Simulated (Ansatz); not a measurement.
## Zr₃Si: energy above given cell and pressure against volume ratio

All results are calculated (Ansatz 0.2.0). Plane-wave density functional theory, PAW datasets, Gaussian smearing 0.05 eV: equation of state, the given cell scaled in volume with shape and atoms relaxed at each volume.

The cell before it is scaled or strained (space group Pm-3m, No. 221):
```
Zr3Si
1.0
      4.2573     0.0000     0.0000
      0.0000     4.2573     0.0000
      0.0000     0.0000     4.2573
Zr Si
3 1
Direct
  0.00000 0.50000 0.50000
  0.50000 0.50000 0.00000
  0.50000 0.00000 0.50000
  0.00000 0.00000 0.00000
```

Settings of every row: paw set soft_2; functional PBEsol; spin treatment none; moment partition spheres; spin axis none; wave cutoff 420 eV; k mesh 8x8x8; symmetry use detected.

Atom hubbard u: 0 on all atoms.

Limits: the cell comes from a prototype or a list of computed structures and needn't be the stable phase.

| row | volume ratio | V (Å³/atom) | energy above given cell (meV per atom) | pressure (GPa) |
| --- | --- | --- | --- | --- |
| 1 | 0.96 | 18.519 | 12.22 | 5.228 |
| 2 | 0.98 | 18.904 | ? | ? |
| 3 | 1 | 19.29 | 0 | -0.022 |
| 4 | 1.02 | 19.676 | 2.83 | -2.299 |
| 5 | 1.04 | 20.062 | 10.89 | -4.37 |

Question: what energy above given cell and pressure should row 2 give?

Worked fit of energy above given cell. Take u = (V_r/V)^(2/3) − 1 with V_r = 19.483 Å³ an atom, which is twice the finite (Eulerian) strain; such expansions in the strain, on which the Birch-Murnaghan equation of state is built, carry the rest volume and the bulk modulus. The shown rows have u = 0.03441, 0.00666, -0.00655, -0.01933. Least squares give energy above given cell = 0.73 − 216.41 × u + 15993.8 × u² meV per atom; a straight line predicts inner rows, each left out in turn, worse (root mean square 7.1 against 0.0065 meV per atom). All shown rows lie on it to the printed digit. Its lowest point lies at u = 0.0068, or V = 19.29 Å³ an atom, and the curvature there gives the bulk modulus with shape and atoms relaxed, B = (4/9)(1 + u)² E″(u)/V = 120 GPa. The withheld row has u = 0.02032, so the fit gives 0.73 − 216.41 × (0.02032) + 15993.8 × (0.02032)² = 2.94 meV per atom.

The calculation gave 2.94 meV per atom. The fit meets it to the printed digit.

Worked fit of pressure. Take u = (V_r/V)^(2/3) − 1 with V_r = 19.483 Å³ an atom, which is twice the finite (Eulerian) strain; such expansions in the strain, on which the Birch-Murnaghan equation of state is built, carry the rest volume and the bulk modulus. The shown rows have u = 0.03441, 0.00666, -0.00655, -0.01933. Least squares give pressure = −1.1879 + 172.46 × u + 406.57 × u² GPa; a straight line predicts inner rows, each left out in turn, worse (root mean square 0.18 against 0.0021 GPa). The rows lie off it by 0.000, -0.001, 0.001, 0.000. The pressure vanishes at u = 0.0068, or V = 19.29 Å³ an atom, and there the bulk modulus with shape and atoms relaxed is B = −V dP/dV = (2/3)(1 + u) dP/du = 119 GPa. The withheld row has u = 0.02032, so the fit gives −1.1879 + 172.46 × (0.02032) + 406.57 × (0.02032)² = 2.484 GPa.

The calculation gave 2.479 GPa. The fit lies 0.005 GPa (0.052 % of the column's range) above it; its largest miss of a shown row is 0.001 GPa.
